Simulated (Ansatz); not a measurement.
Correcting a cheap level on Al-containing molecules

The atomisation energy (no zero-point term) in kJ/mol of 6 Al-containing molecules: x at B2PLYP/def2-TZVPP, y at CCSD(T)/CBS estimate. Shapes, held fixed at every level: PBE0-D4/def2-TZVP. Programs: Ansatz 0.2.0.

| molecule | x (kJ/mol) | y (kJ/mol) |
| --- | --- | --- |
| Al2H6S2 (SMILES [AlH2-]1[SH+][AlH2-][SH+]1) | 2715 | 2792 |
| CH8AlN (SMILES C[NH2+][AlH3-]) | 3432 | ? |
| C2H9AlO (SMILES C[O+](C)[AlH3-]) | 4291 | 4349 |
| C2H10AlN (SMILES C[NH+](C)[AlH3-]) | 4631 | 4687 |
| C2H8Al2Cl2 (SMILES [CH3][AlH-]1[Cl+][AlH-]([CH3])[Cl+]1) | 4691 | 4777 |
| AlH(CH3)2(NH3) | 4756 | 4812 |

Task: Fit y = c + s·x to the known rows and predict y for CH8AlN.

Result: 
1. Means of the 5 rows: x = 4216.80, y = 4283.4.
2. Σ(Δx)² = 2948073, Σ(Δx·Δy) = 2930909, so the slope is 2930909/2948073 = 0.99418.
3. Intercept: 4283.4 − (0.99418) × 4216.80 = 91.1. The largest residual of the fit is 22.
4. CH8AlN: 91.1 + 0.99418 × 3432 = 3503 kJ/mol.

CCSD(T)/CBS estimate gives 3475 kJ/mol, so the prediction is off by +28 kJ/mol, more than the largest residual. The largest residual belongs to C2H8Al2Cl2, which stands apart and tilts the line. Uncorrected, B2PLYP/def2-TZVPP misses it by -43 kJ/mol, and the other rows by 67 on average. The line overshoots: the miss goes from -43 to +28. Left out in turn, the other rows are missed by 22 kJ/mol on average, so much of the error is systematic among these molecules. The CBS estimate extrapolates MP2 from def2-TZVPP and def2-QZVPP and adds CCSD(T) − MP2 in the triple-zeta set, cores frozen.

B2PLYP underbinds every molecule here, but the shortfall follows composition rather than total atomisation energy. It is largest for the two bridged dialuminium species, smaller for the monoaluminium molecules with two carbons, and smallest for CH8AlN. The probable cause is correlation energy missed by the double hybrid in a finite basis, which grows with the number and kind of valence electron pairs.

This explains the overshoot. Al2H6S2 alone anchors the low-energy end of the line, so its large correction is carried over to CH8AlN, a smaller amine–alane adduct with different bonding. The slope below one therefore reflects the choice of molecules, not a général weakening of the error with size. The two C2H10AlN isomers have the same shortfall, so their energy difference is already reproduced without correction, as expected when the atoms are identical and the bonding is similar. The strength of the dative Al–N bond doesn't follow from these totals, since the separated fragments are absent.
